Dear colleague,

The many-body dispersion (MBD) energy is the zero-point energy of coupled atomic dipole oscillators, and its force and stress follow from one trace formula and a chain rule. I derive them for the model of Tkatchenko, DiStasio, Car and Scheffler (2012) in the range-separated screened form of Ambrosetti and co-workers (2014), then apply them to the interlayer force constant behind your breathing modes in black phosphorus. Sections 1 to 7 use atomic units; tr is a trace over 3×3 Cartesian blocks, Tr over the whole matrix; d is the derivative with respect to any parameter x, a coordinate or a strain.

1. Premises

Atom i at R_i carries an isotropic oscillator with static polarisability ᾱ_i and frequency ω̄_i (bars mark screened quantities). With mass-weighted displacements ξ_i and dipoles γ_i ξ_i, γ_i = ω̄_i √ᾱ_i, the Hamiltonian is ½p² + ½ξᵀCξ with blocks

C_ii = ω̄_i² 1, C_ij = γ_i γ_j f_ij T(R), R = R_j − R_i, (1)

T_ab = δ_ab/R³ − 3R_aR_b/R⁵, f = 1/(1 + exp[−a(R/S − 1)]), S = β(R̄_i + R̄_j).

The damping f removes the short range, where the semilocal functional acts. The normal modes have frequencies √λ_p, the λ_p being the eigenvalues of C, so

E = ½ Tr C^(1/2) − (3/2) Σ_i ω̄_i. (2)

I assume that C is positive definite and differentiable in x.

2. The trace formula

For λ, μ > 0, √λ − √μ = (1/π) ∫₀^∞ ln[(λ+u²)/(μ+u²)] du: both sides vanish at λ = μ and both have the λ-derivative 1/(2√λ). Sum this over the 3N eigenvalues of C and of its uncoupled diagonal D = diag(ω̄_i²). A product of eigenvalues is a determinant, so

E = (1/2π) ∫₀^∞ [ln det(C+u²) − ln det(D+u²)] du.

Jacobi's formula d ln det M = Tr[M⁻¹dM] holds for any invertible M. The differentiated integrand falls as 1/u² and stays bounded while the lowest λ_p is positive, so differentiation under the integral is allowed and the two terms converge separately. In the eigenbasis of C, ∫₀^∞ (C+u²)⁻¹ du = (π/2) C^(−1/2). The D term gives (1/4) Σ_i 3·2ω̄_i dω̄_i/ω̄_i. Hence

dE = (1/4) Tr[C^(−1/2) dC] − (3/2) Σ_i dω̄_i. (3)

No eigenvalue or eigenvector was differentiated, so degeneracies do no harm. Single eigenvalues, ordered by size, can have kinks where levels cross, but a degenerate level enters (3) only through the trace of dC over its subspace, which no choice of basis alters. The matrix d(C^(1/2)) differs from ½C^(−1/2)dC unless C and dC commute; only the traces are equal.

A force constant needs one more derivative. With d(C+u²)⁻¹ = −(C+u²)⁻¹ dC (C+u²)⁻¹, Ω_p = √λ_p and ∫₀^∞ du/[(Ω_p²+u²)(Ω_q²+u²)] = π/[2Ω_pΩ_q(Ω_p+Ω_q)],

d²E = (1/4) Tr[C^(−1/2) d²C] − (1/4) Σ_pq |dC_pq|²/[Ω_pΩ_q(Ω_p+Ω_q)] − (3/2) Σ_i d²ω̄_i. (4)

The denominators hold sums of frequencies, never differences, so (4) also survives degeneracy.

3. The derivative of C

Let W = C^(−1/2), obtained from one diagonalisation. Insert (1) into (3); the blocks ij and ji contribute equally because C and W are symmetric:

dE = Σ_i (½ ω̄_i tr W_ii − 3/2) dω̄_i + ½ Σ_(i<j) tr[W_ji dC_ij], (5)

dC_ij = C_ij [d ln ω̄_i + d ln ω̄_j + ½ d ln ᾱ_i + ½ d ln ᾱ_j + d ln f] + γ_iγ_j f dT.

Direct differentiation gives

∂T_ab/∂R_c = −3(δ_ab R_c + δ_ac R_b + δ_bc R_a)/R⁵ + 15 R_aR_bR_c/R⁷,

d ln f = a(1 − f)(dR/S − R dS/S²). (6)

Moving atom j changes R by +dR_j, moving atom i by −dR_i. The radius is defined as R̄_i = R_i^free (ᾱ_i/α_i^free)^(1/3), so dR̄_i = (R̄_i/3) d ln ᾱ_i: the screened polarisability acts through the coupling and through the damping.

4. The derivative of the screened parameters

The unscreened atom is the free atom scaled by its volume ratio v_i: α_i = v_i α_i^free and C6 = v_i² C6^free. The frequency ω_i = 4C6/(3α_i²) is then independent of v_i, so α_i(u) = α_i/(1 + u²/ω_i²) at imaginary frequency iu obeys d ln α_i(u) = d ln v_i at every u. Screening couples these polarisabilities at short range:

B_ii(u) = 1/α_i(u), B_ij(u) = (1 − f⁰_ij) T^G(R,u), A = B⁻¹, ᾱ_i(u) = ⅓ tr Σ_j A_ij. (7)

Here f⁰ is the damping with radii R_i^free v_i^(1/3), and T^G = −∇∇[erf(ζ)/R] couples Gaussian dipoles, with ζ = R/σ, σ² = σ_i² + σ_j², σ_i³ = √(2/π) α_i(u)/3. For a radial function φ, ∇∇φ = φ″ nn + (φ′/R)(1 − nn) with n = R/R. Here φ′ = −p/R² and φ″ = (2p − q)/R³, so

T^G = p T + q nn/R³, p = erf ζ − (2ζ/√π) exp(−ζ²), q = (4ζ³/√π) exp(−ζ²),

with dp/dζ = q/ζ, dq/dζ = (3/ζ − 2ζ) q, dζ = dR/σ − ζ dσ/σ and d ln σ_i = ⅓ d ln v_i. These, with (6) for f⁰ and dB_ii = −d ln v_i/α_i(u), fix dB. Differentiating AB = 1 gives dA = −A dB A, and with P_l = Σ_j A_lj,

dᾱ_i(u) = −⅓ Σ_kl tr[A_ik dB_kl P_l]. (8)

The static value ᾱ_i = ᾱ_i(0) enters (1). The frequency comes from the Casimir–Polder integral C̄6_i = (3/π) ∫₀^∞ ᾱ_i(u)² du and ω̄_i = 4C̄6_i/(3ᾱ_i²):

dC̄6_i = (6/π) ∫₀^∞ ᾱ_i(u) dᾱ_i(u) du, d ln ω̄_i = d ln C̄6_i − 2 d ln ᾱ_i.

On a fixed frequency grid this is the exact derivative of the discretised energy. In practice one first collects from (5) the weight y_i(u) multiplying each dᾱ_i(u) and forms Y_k = Σ_i y_i A_ik; the screening term is then −⅓ Σ_kl tr[Y_k dB_kl P_l] per frequency. A coordinate touches only one row and column of blocks of B, so all forces together cost no more than the inversion, of order N³.

5. The Hirshfeld volumes

The ratio is v_i = V_i/V_i^free with V_i = ∫ w_i n r_i³ d³r, r_i = |r − R_i|, n the electron density and w_i = n_i^free/Σ_j n_j^free. V_i^free is a constant, and

dV_i = ∫ n r_i³ dw_i + ∫ n w_i d(r_i³) + ∫ w_i r_i³ dn. (9)

The quotient rule gives ∂w_i/∂R_k = w_i(δ_ik − w_k) ∂ ln n_k^free/∂R_k, and ∂r_i³/∂R_k = −3δ_ik r_i (r − R_i). Summed with the weights ∂E/∂V_i, the third term of (9) is ∫ v_MBD dn with v_MBD(r) = Σ_i (∂E/∂V_i) w_i r_i³. If v_MBD is included in the Kohn–Sham equations, the total energy is stationary in the orbital coefficients; their response cancels, and only the explicit dependence of the basis on x remains (Pulay terms for atom-centred functions, none for forces in plane waves). If MBD is added after self-consistency, dn must come from linear response, and omitting it makes force and energy inconsistent.

6. Crystals and stress

In a periodic supercell of N_k cells, C commutes with the lattice translations L, and Bloch sums reduce it to N_k Hermitian blocks

C_ij(k) = δ_ij ω̄_i² + γ_iγ_j Σ′_L f T(R+L) exp[ik·(R+L)],

where i, j run over one cell and the prime drops L = 0 for i = j. The trace is the sum of the block traces, and section 2 holds for Hermitian matrices, so per cell

dE = (1/N_k) Σ_k (1/4) Tr[C(k)^(−1/2) dC(k)] − (3/2) Σ_i dω̄_i. (10)

The factor exp(ik·R) is a diagonal unitary transformation; differentiating it adds to dC a commutator with C, whose trace against C^(−1/2) vanishes. Screening refers to a uniform field, so (7) uses the k = 0 lattice sum, absolutely convergent because 1 − f⁰ decays exponentially.

The stress is σ_ab = (1/V) ∂E/∂ε_ab, V the cell volume, positive in tension, under r → (1+ε)r. Direct and reciprocal basis vectors keep their products 2πδ, so a k of fixed fractional coordinates goes to (1+ε)^(−T) k, that is ∂k_c/∂ε_ab = −δ_bc k_a. The weights 1/N_k and all phases k·(R+L) are then invariant, and a real-space term F is strained by ∂F/∂ε_ab = (∂F/∂R_a) R_b. Straining at fixed Cartesian k would instead shift the grid relative to the zone and differentiate a different energy.

The 1/R³ sum needs Ewald's method. Write fT = (f − 1)T + T, the first part being short-ranged, and split 1/R = erfc(ηR)/R + erf(ηR)/R in T = −∇∇(1/R). The erf part has the Fourier transform 4π exp(−Q²/4η²)/Q², and −∇∇ becomes QQ. Poisson summation gives Σ_G t(Q) exp(−iG·R), Q = k + G, with

t_cd = (4π/V)(Q_cQ_d/Q²) exp(−Q²/4η²),

less the included self term δ_ij 4η³/(3√π), which is −∇∇[erf(ηR)/R] at R = 0. The total does not depend on η, so η is held fixed; G·R is invariant; ∂V/∂ε_ab = Vδ_ab and ∂Q²/∂ε_ab = −2Q_aQ_b. Therefore

∂t_cd/∂ε_ab = t_cd[2Q_aQ_b(1/Q² + 1/4η²) − δ_ab] − (4π/V) exp(−Q²/4η²) Q_a(δ_bc Q_d + δ_bd Q_c)/Q².

The limit Q → 0 of t depends on direction; this single point has zero weight in the zone average, and a shifted grid avoids it. The parameter terms of sections 3 to 5 are strained by the real-space rule. At fixed plane-wave coefficients n d³r is invariant under strain, so only w_i and r_i³ change in (9).

7. Range of validity

Equations (3), (5) and (10) are exact derivatives of (2) when every C(k) is positive definite and every B(u) is invertible with ᾱ_i(u) > 0. As an eigenvalue approaches zero, C^(−1/2) and in general the force diverge; beyond that point the energy is complex. Sharp distance cutoffs break differentiability, and the stress belongs to a grid of fixed N_k. The physics is that of the model: dipoles only, one frequency per atom, and a response localised on atoms. The ⅓ tr in (7) discards the anisotropy of the screened polarisability, and localisation is doubtful in metals. Both points concern black phosphorus, which is strongly anisotropic and has a bulk gap of typically about 0.3 eV.

8. Illustration: a black phosphorus bilayer

Units are now eV and Å. Approximate bulk structure: a = 3.31 Å, b = 10.48 Å (stacking), c = 4.38 Å, eight atoms per cell, P at (0, 0.1017, 0.0806) in space group Cmce. Layers repeat at 5.24 Å; each has two atomic planes 2.13 Å apart with n = 2/(ac) = 0.138 Å⁻², leaving a gap of 3.11 Å. Seen from an atom, the facing plane has sites at lateral offsets (ma, (l+½)c) and ((m+½)a, (l − 0.1612)c), the closest at 3.59 and 3.80 Å. Typical free-atom inputs are α = 25.0 bohr³, C6 = 185 hartree bohr⁶, R = 4.01 bohr, with damping steepness 6 and β = 0.83 as used with PBE. I assume a screened ratio ᾱ/α^free = 0.90 and an unchanged frequency: ᾱ = 3.33 Å³, C6 = 89.5 eV Å⁶, R̄ = 2.05 Å, S = 3.40 Å. These are frozen at first.

One contact shows (3) at a degeneracy. For two atoms, with τ = ᾱf/R³, the eigenvalues are ω̄²(1 ± τ), each twice, and ω̄²(1 ± 2τ). With g(x) = (1+x)^(−1/2) − (1−x)^(−1/2) = −x − (5/8)x³ − …, (3) gives dE/dτ = (ω̄/2)[g(τ) + g(2τ)] = −(3/2) ω̄τ [1 + (15/8)τ² + …]. At 3.59 Å, f = 0.583 and τ = 0.042, so the higher orders within one pair add 0.3 %.

For many equal atoms write C = ω̄²(1 + X). Then W = (1 − X/2 + …)/ω̄, Tr dX = 0, and (3) gives dE = −(ω̄/8) Tr[X dX]. Since tr T² = 6/R⁶, this integrates to E₂ = −Σ_(i<j) C6 f²/R⁶ with C6 = ¾ᾱ²ω̄. For two smeared planes a distance z apart, lateral integration with ρ dρ = R dR gives E₂/area = −2πC6 n² ∫_z^∞ f² R⁻⁵ dR. The attraction per area Π = dE/dz and its slope K = d²E/dz² follow, the latter by (6):

Π = 2πC6 n² f(z)²/z⁵, K = Π [12(1 − f)/S − 5/z], 2πC6 n² = 10.7 eV Å².

With rigid layers, four pairs of planes face each other across the gap:

z = 3.11 Å (one pair): f = 0.375, Π = 5.17 meV/Å³, K = +3.10 meV/Å⁴
z = 5.24 Å (two pairs): f = 0.963, Π = 5.02, K = −4.13
z = 7.37 Å (one pair): f = 0.999, Π = 0.49, K = −0.33

For the nearest planes the damping term, 2.21 Å⁻¹, outweighs 5/z = 1.61 Å⁻¹ and reverses the sign of K. Smearing is crudest there, so I replace that row by the sum over the sites listed above, which gives Π = 5.30 and K = +3.95. The totals are Π = 10.8 meV/Å³, or 1.7 GPa, and K_MBD = −0.5 meV/Å⁴.

Two neglected terms need sizes. For the many-body orders take a uniform medium of density ρ = 8/(abc) = 0.0527 Å⁻³ with a sharp cutoff at S. The angular average of exp(ik·R)(1 − 3nn) is j₂(kR)(3k̂k̂ − 1), and ∫_x^∞ j₂(x′) dx′/x′ = j₁(x)/x for spherical Bessel functions, so X(k) = sΦ(k̂k̂ − ⅓), with s = 4πρᾱ = 2.21, Φ = 3j₁(x)/x and x = kS. With y = sΦ the square roots sum to √(1+2y/3) + 2√(1−y/3) = 3 − y²/12 + y³/72 − …, real at k → 0 because s < 3. The integrals ∫x²Φ² dx = 3π/2 and ∫x²Φ³ dx = 45π/64 give E₃/E₂ = −5s/64, a reduction by 17 %; the fourth order, proportional to −Tr X⁴, acts the other way. Second, the parameters change with z, and they multiply the whole dispersion energy, intralayer part included. In the same medium E₂ = −(2π/3)ρC6/S³ = −0.25 eV per atom, proportional to ᾱ²/S³ and so to ᾱ. Each 1 % per Å by which ᾱ grows as the gap opens lowers Π by about 4n × 0.25 eV × 0.01 Å⁻¹ = 1.4 meV/Å³, 13 % of the total; the bulk density makes this a high estimate for a bilayer. So Π is uncertain by some tens of per cent, and K_MBD, a difference of terms near 4 meV/Å⁴, is small but of unsettled sign.

The breathing mode feels the total curvature. Model the semilocal part as a repulsion proportional to exp(−κz), with an assumed κ = 3 Å⁻¹. Equilibrium at the given spacing makes its force equal to Π, so its curvature is κΠ = 32 meV/Å⁴. With 1 meV/Å⁴ = 0.160×10¹⁹ N/m³, the model's force constant κΠ + K_MBD is 5×10¹⁹ N/m³, and 4 to 6×10¹⁹ N/m³ for κ from 2.5 to 3.5 Å⁻¹. As typical knowledge, the value for black phosphorus lies near 1×10²⁰ N/m³, so the model is too soft by roughly a factor of two; a plausible cause is attraction from orbital mixing across the gap, which would demand a stronger balancing repulsion than dispersion alone. Within the model, dispersion sets the force constant almost wholly through its first derivative, which fixes how far the layers are pulled up the repulsive wall, so the damping, screening and volume terms of that derivative must all be kept in the relaxation that precedes a phonon calculation.